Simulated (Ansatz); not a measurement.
## From Ti to Hf: the HOMO–LUMO gap

One atom is swapped for its congeners: C6H16O4Ti `CC[O][Ti]([OH])([O]CC)[O]CC`; C6H16O4Zr `CC[O][Zr]([OH])([O]CC)[O]CC`; C6H16HfO4 `CC[O][Hf]([OH])([O]CC)[O]CC`. All are singlets with charge 0.

Shapes, held fixed at every level: PBE0-D4/def2-TZVP. Flexible molecules stand in one conformer, not always the lowest. Programs: Ansatz 0.2.0. Values in eV.

How should the HOMO–LUMO gap change along the series?

At wB97X-V/def2-TZVPP the HOMO–LUMO gap isn't monotonic: it is largest for Hf and smallest for Zr (11.78 and 11.47 eV). 2 of 6 levels show this order throughout; 2 agree on the largest and the smallest. For atoms past krypton def2 sets carry core potentials with scalar relativity. Orbital gaps aren't excitation energies, and the LUMO depends on the basis.

```csv
level,C6H16O4Ti,C6H16O4Zr,C6H16HfO4
SPW92/def2-TZVPP,4.48,5.48,5.49
PBE-D4/def2-TZVPP,4.53,5.47,5.54
B3LYP-D4/def2-TZVPP,6.47,7.14,7.24
BHLYP-D4/def2-TZVPP,9.58,9.55,9.76
PBE0-D4/def2-TZVPP,6.98,7.62,7.76
wB97X-V/def2-TZVPP,11.61,11.47,11.78
```

Hafnium has the widest gap at every level, but the place of titanium depends on the functional. SPW92, PBE, B3LYP and PBE0 give a rise from Ti through Zr to Hf, with a clear step after Ti and little change between Zr and Hf. BHLYP and wB97X-V put Zr slightly below Ti.

The rise is what group 4 chemistry leads one to expect. In these d0 M(IV) alkoxides the HOMO should be mainly oxygen 2p lone pair, and the LUMO metal d. The compact 3d shell of titanium lies low, while the more extended 4d and 5d shells are pushed up by stronger antibonding overlap with oxygen, making Zr(IV) and Hf(IV) harder to reduce.

The reversal probably arises because a larger share of exact exchange raises the compact, empty 3d level most, perhaps until a diffuse or ligand-centred orbital becomes the LUMO. It is therefore no evidence that Zr(IV) is the better electron acceptor. Orbital compositions, which would test this reading, are not shown.
